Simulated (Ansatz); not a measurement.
## HgTe: the change of energy above lowest point with volume scale

Results calculated with Ansatz 0.2.0, not measured. Free energy against uniform scaling of the volume at fixed shape and fractions; periodic cell, basis, potentials, k mesh and filling as listed.

The cell before it is scaled or strained (space group F-43m, No. 216):
```
cell vectors (Å)
   0.0000     3.2145     3.2145
   3.2145     0.0000     3.2145
   3.2145     3.2145     0.0000
atoms (fractions of the cell vectors)
Hg  0.00000  0.00000  0.00000
Te  0.25000  0.25000  0.25000
```

Settings of every row: functional PBE; dispersion none; potentials all-electron LAPW; k mesh 6x6x6; k shift 0x0x0; occupations fermi dirac; smearing width 0.01 eV; spin none.

Limits: minimum outside the range; no spin-orbit coupling, which can matter with elements this heavy.

```csv
row,volume scale,V (Å³/atom),energy above lowest point (meV/atom)
1,0.94,31.223,119.2
2,0.96,31.887,86.6
3,0.98,32.551,?
4,1,33.215,38.3
5,1.02,33.88,21.5
6,1.04,34.544,8.9
7,1.06,35.208,0
```

Question: what energy above lowest point should row 3 give?

Worked fit of energy above lowest point. Take u = (V_r/V)^(2/3) − 1 with V_r = 33.547 Å³ an atom, which is twice the finite (Eulerian) strain; such expansions in the strain, on which the Birch-Murnaghan equation of state is built, carry the rest volume and the bulk modulus. The shown rows have u = 0.04903, 0.03441, 0.00665, -0.00656, -0.01933, -0.0317. Least squares give energy above lowest point = 29.37 + 1272.9 × u + 11124 × u² + 5822 × u³ meV/atom; a parabola predicts inner rows, each left out in turn, worse (root mean square 0.12 against 0.055 meV/atom). All shown rows lie on it to the printed digit. The withheld row has u = 0.0203, so the fit gives 29.37 + 1272.9 × (0.0203) + 11124 × (0.0203)² + 5822 × (0.0203)³ = 59.8 meV/atom.

The calculation gave 59.9 meV/atom. The fit lies 0.1 meV/atom (0.084 % of the column's range) below it, one unit of the last digit.
